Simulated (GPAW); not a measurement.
# Static electronic dielectric constant of SiO2 (P3_121) from LDA and PBE: functional, kernel, k mesh, bands, local-field cutoff and scissors shift

The usual rule of thumb is that a dielectric constant needs a dense k mesh before anything else. We test it on SiO2 (P3_121), where ε∞ sets the refractive index well below the absorption edge and the electronic part of the screening in a gate or optical layer. The quantity is the static response of the electrons with the ions clamped, for a field along x, relative to vacuum (ε∞ = 1). We compare each change of setting with one reference run: LDA, RPA, 6×6×6 mesh, 62 bands, 60 eV local-field cutoff and no scissors shift, which gives 2.37. The comparison shows which settings deserve the computing time; it is not a comparison with experiment.

## Computational details

The measured cell of a diffraction database, fixed. GPAW 26.7.0, plane waves with PAW (cutoff 450 eV), no spin polarisation, no spin-orbit coupling, clamped ions. Each name gives functional, response level, k mesh, size of the sum over states, local-field cutoff and any scissors shift of the empty bands; line broadening 0.1 eV. The smallest direct gap met on these meshes is 6.07 eV. All ran on Arm Neoverse V2, shared with other work, so times are rough.

Notes on method and selection:

- Meshes coarser than about 0.2 1/Å can put ε∞ too high by tens of per cent where the direct gap is small.
- Runs that did not converge, have known faults or may not be shown are not listed, and runs on Ansatz's PAW sets soft_1 and soft_2 are kept to separate tables.

Columns:

- bands: bands in the sum.
- scissors (eV): scissors shift.
- k spacing (1/Å): k-point spacing.
- ε∞: real dielectric constant at zero frequency, field along x.
- cost (core-s): processor time of the response step.

## Numbers

```
member                                                 bands  local-field cutoff (eV)  scissors (eV)  k spacing (1/Å)  ε∞    cost (core-s)
LDA, RPA, 6×6×6, 62 bands, 120 eV                      62     120                      0              0.25             2.35  110
LDA, Bootstrap, 6×6×6, 62 bands, 60 eV, scissors 1 eV  62     60                       1              0.25             ?     43
LDA, RPA, 6×6×6, 62 bands, 60 eV                       62     60                       0              0.25             2.37  42
LDA, RPA, 6×6×6, 62 bands, 20 eV                       62     20                       0              0.25             2.45  35
LDA, RPA, 6×6×6, 62 bands, 60 eV, scissors 1 eV        62     60                       1              0.25             2.27  42
LDA, RPA, 3×3×2, 62 bands, 60 eV                       62     60                       0              0.58             2.37  13
LDA, ALDA, 6×6×6, 62 bands, 60 eV                      62     60                       0              0.25             2.42  59
PBE, RPA, 6×6×6, 62 bands, 60 eV                       62     60                       0              0.25             ?     47
LDA, RPA, 6×6×6, 36 bands, 60 eV                       36     60                       0              0.25             2.03  20
```

Cells marked ? are withheld until the estimate has been made.

## The trend and its physics

The k mesh matters least here. Going from 3×3×2 to 6×6×6 leaves ε∞ at 2.37, while the response step rises from 13 to 42 core-s. Coarse meshes do harm where a few k points with small transition energies dominate the sum. With no direct gap below 6.07 eV on these meshes, no such points arise.

The number of bands matters most. With 36 bands ε∞ is 2.03, with 62 it is 2.37. Measured from vacuum, the smaller sum keeps (2.03 − 1) / (2.37 − 1) = 0.75 of the response. The cell has 24 occupied bands, so the two sums contain 12 and 38 empty ones. In the static limit each further empty band adds to the independent-particle polarisability, so a short sum errs on the low side. Convergence at 62 bands is not shown in the table, and we therefore rely on differences between runs with equal sums more than on the absolute values.

Raising the local-field cutoff lowers ε∞, from 2.45 at 20 eV to 2.37 at 60 eV and 2.35 at 120 eV. Short-wavelength induced fields oppose the polarisation, and a higher cutoff admits more of them. The last step changes ε∞ by only 0.02 and costs 110 / 42 = 2.6 times as much.

A scissors shift of 1 eV lowers ε∞ by 2.37 − 2.27 = 0.10, because larger transition energies make the electrons harder to polarise. If ε∞ − 1 varies as 1/E, the ratio (2.37 − 1) / (2.27 − 1) = 1.079 corresponds to a mean transition energy E of about 1 / (1.079 − 1) = 13 eV. That lies far above the gap, which is why the response to the shift is mild.

ALDA raises ε∞ by 0.05 over RPA. Its attractive exchange-correlation kernel offsets part of the Coulomb repulsion between induced charges.

## Estimating the withheld member

Plain estimates from the members shown:

- PBE, RPA, 6×6×6, 62 bands, 60 eV, mean of the 7 members shown: 2.32 , standard deviation 0.13
- LDA, Bootstrap, 6×6×6, 62 bands, 60 eV, scissors 1 eV, mean of the 7 members shown: 2.32 , standard deviation 0.13

The mean of the shown members, 2.32, is pulled down by the 36-band run, so we start both estimates from the closest run.

For PBE this is the LDA run at 2.37. In the same fixed cell, PBE usually places the empty states of such an insulator slightly higher relative to the filled ones, by roughly 0.2 eV. The scissors pair gives −0.10 per eV, hence 2.37 − 0.2 × 0.10 = 2.35. An uncertainty of 0.3 eV in the shift gives ± 0.03.

For Bootstrap we start from RPA with the same scissors shift, where X = 2.27 − 1 = 1.27. The kernel is the inverse dielectric constant divided by the independent-particle response without local fields. That response is negative, so the kernel is attractive, and it is solved self-consistently. Keeping only the long-wavelength element gives (ε − 1)(1 − r/ε) = X, where r is the ratio of the response with local fields to that without them. The solution is ε = (b + √(b² − 4r)) / 2 with b = 1 + r + X. With r = 1, b = 1 + 1 + 1.27 = 3.27 and ε = (3.27 + √(3.27² − 4)) / 2 = 2.93. Taking the 20 eV run as a stand-in for weak local fields, r = (2.37 − 1) / (2.45 − 1) = 0.945, b = 1 + 0.945 + 1.27 = 3.215 and ε = (3.215 + √(3.215² − 4 × 0.945)) / 2 = 2.89, which we round to 2.9.

The two values differ by 0.04. The 20 eV run already contains some local fields, and the kernel also acts on short-wavelength components, so we widen the error to 0.1. No shown run uses this kernel, which leaves the route untested here.

**Committed estimate, PBE, RPA, 6×6×6, 62 bands, 60 eV: ε∞ = 2.35 ± 0.03.**  
**Committed estimate, LDA, Bootstrap, 6×6×6, 62 bands, 60 eV, scissors 1 eV: ε∞ = 2.9 ± 0.1.**

## How the estimate fared

```
member                                                 bands  local-field cutoff (eV)  scissors (eV)  k spacing (1/Å)  ε∞    cost (core-s)
LDA, Bootstrap, 6×6×6, 62 bands, 60 eV, scissors 1 eV  62     60                       1              0.25             2.91  43
PBE, RPA, 6×6×6, 62 bands, 60 eV                       62     60                       0              0.25             2.31  47
```

```
member                                                 estimate   ε∞    computed  estimate − computed  miss in error bars
PBE, RPA, 6×6×6, 62 bands, 60 eV                       committed  2.35  2.31      +0.04                1.3
PBE, RPA, 6×6×6, 62 bands, 60 eV                       mean       2.32  2.31      +0.01
LDA, Bootstrap, 6×6×6, 62 bands, 60 eV, scissors 1 eV  committed  2.90  2.91      −0.01                0.1
LDA, Bootstrap, 6×6×6, 62 bands, 60 eV, scissors 1 eV  mean       2.32  2.91      −0.59
```

The PBE estimate of 2.35 ± 0.03 missed: the computed value, 2.31, lies outside the error bar. The plain mean, 2.32, came closer, but only because the 36-band run pulls it down; without that run the mean is 2.37. The sign of the shift from LDA was right and its size was not, 0.06 instead of 0.02. At the scissors slope of 0.10 per eV, a drop of 0.06 would take an upward shift of 0.6 eV, three times the 0.2 eV we had assumed without support from the table. Our guess for the gap itself was sound: PBE opens the smallest direct gap by roughly what we assumed. What failed was treating the change of functional as a rigid shift of all empty states by that amount. The average transition energy may rise by more than the gap does, or the PBE orbitals may also weaken the transitions; the table does not separate the two.

The Bootstrap estimate of 2.9 ± 0.1 holds against 2.91, while the mean misses by 0.59. This supports the view that the long-wavelength part of the kernel causes most of the rise of 2.91 − 2.27 = 0.64 over RPA with the same scissors shift, though one agreement does not prove it. ALDA, which lacks this long-range part, adds only 0.05 to its own RPA partner.

## Members off the line

Two runs stand apart from the reference value of 2.37; the other six lie within 0.10 of it.

Bootstrap is 2.91 − 2.37 = 0.54 higher, although its scissors shift by itself lowers ε∞. In the long-wavelength approximation used above, the kernel multiplies the RPA response by 1 / (1 − r/ε). With r = 0.945 and ε = 2.91 this is 1 / (1 − 0.945 / 2.91) = 1.48. Because the kernel strength goes as 1/ε, the enhancement is large in a weakly screening insulator. The result would mean a refractive index of √2.91 = 1.71, well above what quartz is known to have, so we read it as an overcorrection by the kernel. The 1 eV shift is also smaller than the usual gap correction for this oxide, which leaves the starting response higher than it would be with the full correction.

The 36-band run is 0.34 lower. It has only 12 empty bands and omits transitions to higher states that still carry much of the polarisability. This is a truncation error. The 62-band runs may retain a smaller error of the same sign.

## Cost against accuracy

The times in the table begin once the orbitals and energies are ready. Preparing these takes longer than the response itself, and on the fine mesh it dominates the total. Our comparison of costs is therefore incomplete.

A coarse mesh saves time in both stages. From 6×6×6 to 3×3×2 the response falls from 42 to 13 core-s, the preparation also becomes much cheaper, and ε∞ stays the same to the printed digits.

Raising the local-field cutoff from 60 to 120 eV needs no new orbitals. The ratio of 2.6 given earlier therefore overstates the extra expense: for a full calculation on the fine mesh the increase is modest. It buys a change of 0.02 in ε∞.

More bands have the largest effect of the convergence settings, 0.34 between 36 and 62, while the response rises from 20 to 42 core-s. The additional orbitals must also be prepared, at a price we cannot state, so we do not rank this setting by its return on time.

For this oxide we would keep the coarse mesh and use the time it frees to test a longer sum over states. The 60 eV cutoff will do where a change of 0.02 is unimportant. The Bootstrap kernel adds no cost visible above the scatter of shared machines.

## What to take away

The rule that the k mesh comes first fails here between spacings of 0.58 and 0.25 1/Å, for a field along x. We would not carry this over to materials with a small direct gap, where coarse meshes can do serious harm.

The Bootstrap kernel and the number of bands matter more than the mesh, the cutoff, the ALDA kernel or the change from LDA to PBE. Our one estimate for a change of functional missed by 0.04, and the long-wavelength formula for Bootstrap has been tried on one case only.

For optical design, the reference run gives a refractive index of √2.37 = 1.54 and a normal-incidence reflectance of ((1.54 − 1) / (1.54 + 1))² = 4.5 % per surface in air. With Bootstrap the reflectance would be ((1.71 − 1) / (1.71 + 1))² = 6.9 %.

For a gate layer at low frequency, the clamped ions are the main omission. Their motion adds a contribution comparable with the electronic one, which none of these runs includes.

[Logs are printed without paths, hosts, clocks, repeated set-up lines and the standing remarks that a program may print on its own settings, such as how far it seeks lower states.]
